\section*{The Bethe lattice density of states, tried on a carbon chain}

A Bethe lattice is an infinite tree: every site has $Z$ neighbours and there are no closed loops. We take one orbital per site, put its energy at zero and write
\begin{equation}
H=-t\sum_{\langle ij\rangle\sigma}\left(c^\dagger_{i\sigma}c_{j\sigma}+c^\dagger_{j\sigma}c_{i\sigma}\right).
\end{equation}
The density of states $\rho(\epsilon)$ is counted per site and per spin, with unit area. For $Z=2$ the tree is a chain, a model of the $\pi$ band of \textit{trans}-polyacetylene with all bonds set equal: one $p_z$ orbital and one electron per carbon. As typical inputs take $t=2.5$ eV and a spacing along the axis $a=1.22$ \AA. Third digits below serve only to compare band shapes at this fixed $t$. We want $\rho(0)$ and the band energy per site at half filling,
\begin{equation}
E=2\int_{-\infty}^{0}\epsilon\,\rho(\epsilon)\,d\epsilon=-\langle|\epsilon|\rangle ,
\end{equation}
where the last form uses $\rho(\epsilon)=\rho(-\epsilon)$, true on any tree because it is bipartite.

\subsection*{Estimate by hand}

\textbf{Predict.} Where does the band begin and end, and how high is $\rho$ if you know nothing else?

With all amplitudes in phase each site gains $t$ from each of two neighbours, so the bottom lies at $-2t=-5$ eV. Alternating signs give $+5$ eV. One state spread evenly over 10 eV gives $\rho(0)\approx0.1$ eV$^{-1}$. The electrons fill the lower half and sit on average in its middle, so $E\approx-2.5$ eV.

\subsection*{Careful calculation}

Let $G(z)=\langle 0|(z-H)^{-1}|0\rangle$ for one electron. Eliminating all sites but 0 gives $G=1/(z-\Delta)$, where $\Delta=t^2\sum_{jl}g_{jl}$ runs over neighbours $j,l$ of site 0 and $g$ is the resolvent with site 0 removed.

\textbf{Predict.} What does removing a site do to a tree, and how many neighbours does $j$ keep?

The tree falls into $Z$ disconnected branches, so $g_{jl}=g\,\delta_{jl}$. The root of a branch keeps $K=Z-1$ neighbours, and each of them is the root of an identical branch. Hence
\begin{equation}
G=\frac{1}{z-Zt^2g},\qquad g=\frac{1}{z-Kt^2g}.
\label{rec}
\end{equation}
The second relation is the quadratic $Kt^2g^2-zg+1=0$. The root that falls as $1/z$ is
\begin{equation}
g=\frac{z-s}{2Kt^2},\qquad s=\sqrt{z^2-4Kt^2},
\end{equation}
with $s\to z$ at large $|z|$. Insert it in $G$, use $2K-Z=Z-2$, and clear the root from the denominator with $(Z-2)^2-Z^2=-4K$:
\begin{equation}
G=\frac{2K}{(Z-2)z+Zs}=\frac{(Z-2)z-Zs}{2\,(Z^2t^2-z^2)}.
\end{equation}
For $z=\epsilon+i0$ and $|\epsilon|<2\sqrt K\,t$ one has $s=i\sqrt{4Kt^2-\epsilon^2}$, and $\rho=-\mathrm{Im}\,G/\pi$ is
\begin{equation}
\rho_Z(\epsilon)=\frac{Z\sqrt{4Kt^2-\epsilon^2}}{2\pi\,(Z^2t^2-\epsilon^2)}.
\label{rho}
\end{equation}

\textbf{Predict.} The denominator vanishes at $\epsilon=\pm Zt$. Are there bound states?

There are none. For $Z>2$ these points lie outside the band, since $Z^2-4K=(Z-2)^2>0$. At $z=Zt$ one finds $s=(Z-2)t$, the numerator of $G$ vanishes as well, and the first form of $G$ is finite. For $Z=2$ the zeros land on the band edges and turn the square-root onset into a divergence:
\begin{equation}
\rho_2(\epsilon)=\frac{1}{\pi\sqrt{4t^2-\epsilon^2}}.
\end{equation}
This is the density of states of $\epsilon_k=-2t\cos ka$. It gives
\begin{equation}
\rho_2(0)=\frac{1}{2\pi t}=0.064\ \mathrm{eV^{-1}},\qquad E=-\frac{4t}{\pi}=-3.18\ \mathrm{eV}.
\end{equation}

\textbf{Predict.} How must $t$ shrink for the band to stay finite as $Z\to\infty$?

The moments $M_n=\int\epsilon^n\rho\,d\epsilon$ count closed walks. There are $Z$ walks of two steps. Of four steps there are $Z^2$ that return to the origin midway and $ZK$ that go two steps out. So
\begin{equation}
M_2=Zt^2,\qquad M_4=Z(2Z-1)\,t^4,\qquad \frac{M_4}{M_2^2}=2-\frac1Z .
\end{equation}
A finite $M_2$ needs $t=t^*/\sqrt Z$, the scaling of Metzner and Vollhardt (1989). Equation \eqref{rho} then reads
\begin{equation}
\rho_Z(\epsilon)=\frac{\sqrt{4t^{*2}(1-1/Z)-\epsilon^2}}{2\pi t^{*2}\,[\,1-\epsilon^2/(Zt^{*2})\,]}
\;\longrightarrow\;\frac{2\sqrt{D^2-\epsilon^2}}{\pi D^2},\qquad D=2t^* .
\end{equation}
In this limit $Z$ and $K$ cannot be told apart, $g=G$, and \eqref{rec} becomes $\Delta=t^{*2}G$. With a local self-energy, $z$ is replaced by $z+\mu-\Sigma(z)$ and the same relation is the self-consistency condition of dynamical mean-field theory (DMFT), which is why the semicircle is so widely used there.

The semicircle with the chain's $M_2$ has $t^*=\sqrt2\,t=3.54$ eV and $D=7.07$ eV, so $\rho(0)=2/(\pi D)=0.090$ eV$^{-1}$ and $E=-4D/(3\pi)=-3.00$ eV. At fixed $t^*$,
\begin{equation}
\rho_Z(0)=\frac{\sqrt{1-1/Z}}{\pi t^*},
\end{equation}
so the semicircle is too high at the centre of the chain's band by exactly $\sqrt2$.

\subsection*{Why estimate and calculation differ}

The flat band had the right edges. Still its $\rho(0)$ is too large by $\pi/2=1.57$, and its $|E|$ is too small by 21 per cent, or 0.68 eV.

\textbf{Predict.} States are evenly spaced in $k$. Where in energy do they crowd?

With two crossings $\pm k$ per energy, $\rho=a/(\pi\,|d\epsilon/dk|)$. A flat $\rho$ means a constant slope, the width $4t$ over the interval $\pi/a$, which is $4ta/\pi=3.9$ eV\,\AA. The cosine has this mean slope, but it is steepest at the centre, $\hbar v_F=2ta=6.1$ eV\,\AA, and flat at the edges. The ratio of peak to mean slope is $\pi/2$, the whole discrepancy in $\rho(0)$. The weight missing at the centre lies near the edges: the fraction of states with $|\epsilon|>4$ eV is $(2/\pi)\arccos0.8=0.41$, against 0.20 for the flat band.

The energy is best understood through $M_2$. A flat band of half-width $W$ has $M_2=W^2/3$, which is 8.33 eV$^2$ for $W=5$ eV, while two neighbours demand $2t^2=12.5$ eV$^2$.

\textbf{Predict.} Widen the flat band until $M_2$ is right. How much of the 0.68 eV returns?

Now $W=\sqrt6\,t$, $\rho(0)=1/(2W)$ and $E=-W/2$:

\begin{center}
\begin{tabular}{lccccc}
shape & half-width (eV) & $\rho(0)$ (eV$^{-1}$) & $M_2$ (eV$^2$) & $M_4/M_2^2$ & $E$ (eV)\\
\hline
flat, edges fixed & 5.00 & 0.100 & 8.33 & 1.80 & $-2.50$\\
flat, $M_2$ fixed & 6.12 & 0.082 & 12.5 & 1.80 & $-3.06$\\
semicircle, $M_2$ fixed & 7.07 & 0.090 & 12.5 & 2.00 & $-3.00$\\
chain, exact & 5.00 & 0.064 & 12.5 & 1.50 & $-3.18$\\
\end{tabular}
\end{center}

The second moment recovers 0.56 eV and leaves 0.12 eV to shape. The reason is that $|E|=\langle|\epsilon|\rangle\le\sqrt{M_2}$, with equality only if all states share one $|\epsilon|$. The ratio $|E|/\sqrt{M_2}$ is 0.849 for the semicircle, 0.866 for a flat band and 0.900 for the chain, which comes closest because it piles states near $\pm2t$. For these three shapes the ratio rises as $M_4/M_2^2$ falls. A local quantity is less forgiving: the factor 1.57 in $\rho(0)$ splits into $\sqrt6/2=1.22$ from $M_2$ and $\pi/\sqrt6=1.28$ from shape.

\textbf{Predict.} Does a semicircle occur anywhere at $Z=2$?

Yes, in $g$. For any $Z$, $-\mathrm{Im}\,g/\pi$ is a semicircle with $D=2\sqrt K\,t$. For $K=1$ it belongs to the end atom of a half-infinite chain, with $D=5$ eV and central height $1/(\pi t)=0.127$ eV$^{-1}$, twice the interior value. At $\epsilon=0$ the standing wave $\sin(n\pi/2)$ has its full amplitude on atom $n=1$ and none on $n=2$.

\subsection*{What the model leaves out}

Temperature is harmless. At 300 K, $k_BT=0.026$ eV, and $E$ of the uniform chain rises by $(\pi^2/3)\rho(0)(k_BT)^2=1.4\times10^{-4}$ eV.

Bond alternation is not. With hoppings $t(1\pm\delta)$,
\begin{equation}
\epsilon_k=\pm2t\sqrt{\cos^2ka+\delta^2\sin^2ka},
\end{equation}
and the gap is $4t\delta$. A typical gap of 1.4 eV, if assigned wholly to alternation, means $\delta=0.14$. Then $\rho(0)=0$, so the values of $\rho(0)$ above describe the uniform chain only. The band energy becomes
\begin{equation}
E=-\frac{4t}{\pi}\int_0^{\pi/2}\sqrt{1-(1-\delta^2)\sin^2\theta}\,d\theta=-3.27\ \mathrm{eV},
\end{equation}
without the elastic cost. The shift of 0.09 eV is small beside 0.68 eV and comparable to the 0.12 eV shape term.

An on-site repulsion $U\sum_i n_{i\uparrow}n_{i\downarrow}$ is larger still. An approximate $U$ of 6 eV adds $U/4=1.5$ eV per site at first order, more than any difference in the table. All numbers here are therefore $U=0$ band quantities, the input to a correlated calculation. The local self-energy of DMFT is exact at $Z\to\infty$ and an approximation at $Z=2$, where Lieb and Wu (1968) showed that the half-filled uniform Hubbard chain is an insulator for every $U>0$.